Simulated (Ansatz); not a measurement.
# Ligand exchange: Bi(CH3)2F + Ti(CH3)3F → Bi(CH3)F2 + Ti(CH3)4

Species: Bi(CH3)2F, singlet; Ti(CH3)3F, singlet; Bi(CH3)F2, singlet; Ti(CH3)4, singlet. The partners trade CH3 for F: Bi–CH3 and Ti–F bonds give way to Bi–F and Ti–CH3.

Shapes, held fixed at every level: PBE0-D4/def2-TZVP. Programs: Ansatz 0.2.0. Electronic energies: no zero-point or thermal term.

| level | kind | ΔE (kJ/mol) | less CCSD(T)/def2-TZVPP |
| --- | --- | --- | --- |
| HF/def2-TZVPP | Hartree–Fock | +164.1 | +1.7 |
| PBE-D4/def2-TZVPP | GGA | +148.0 | -14.4 |
| r2SCAN-D4/def2-TZVPP | meta-GGA | +149.2 | -13.2 |
| B3LYP-D4/def2-TZVPP | global hybrid | +149.2 | -13.2 |
| wB97M-V/def2-TZVPP | range-separated hybrid | +152.8 | -9.6 |
| B2PLYP/def2-TZVPP | double hybrid | +153.7 | -8.7 |
| CCSD/def2-TZVPP | coupled cluster or CI | +163.3 | +0.9 |
| CCSD(T)/def2-TZVPP | coupled cluster or CI | +162.4 | 0.0 |

The highest level, CCSD(T)/def2-TZVPP, gives ΔE = +162.4 kJ/mol; the levels span +148.0 to +164.1. The column of differences is taken from that level and isn't an error. No measured value is set beside it here. For atoms past krypton def2 sets carry core potentials with scalar relativity. Outer-core shells of Bi, Ti are correlated in most correlated rows, in sets that cover them unevenly.

The exchange is strongly uphill at every level, so in these isolated molecules fluoride prefers titanium and methyl prefers bismuth. Both metals bind fluorine more strongly than carbon, but the gain is larger for titanium. Ti(IV) is a hard, d0 centre whose Ti–F bond combines high polarity with donation from fluorine p lone pairs into empty 3d orbitals, a π contribution that methyl cannot match. Bi(III) is larger and softer, has a filled 6s shell and lacks comparably accessible d acceptors, so it gains less from replacing methyl with fluoride.

The number of bonds of each type to carbon and fluorine is conserved, which probably lets much of the correlation energy cancel. Hartree–Fock's closeness to CCSD(T) therefore says little about its accuracy for the individual bonds. The density functionals all make the exchange less unfavourable, but the spread is far too small to put its direction in doubt. In condensed phases, fluoride bridging between metal centres could shift the balance, which these monomer energies do not address.
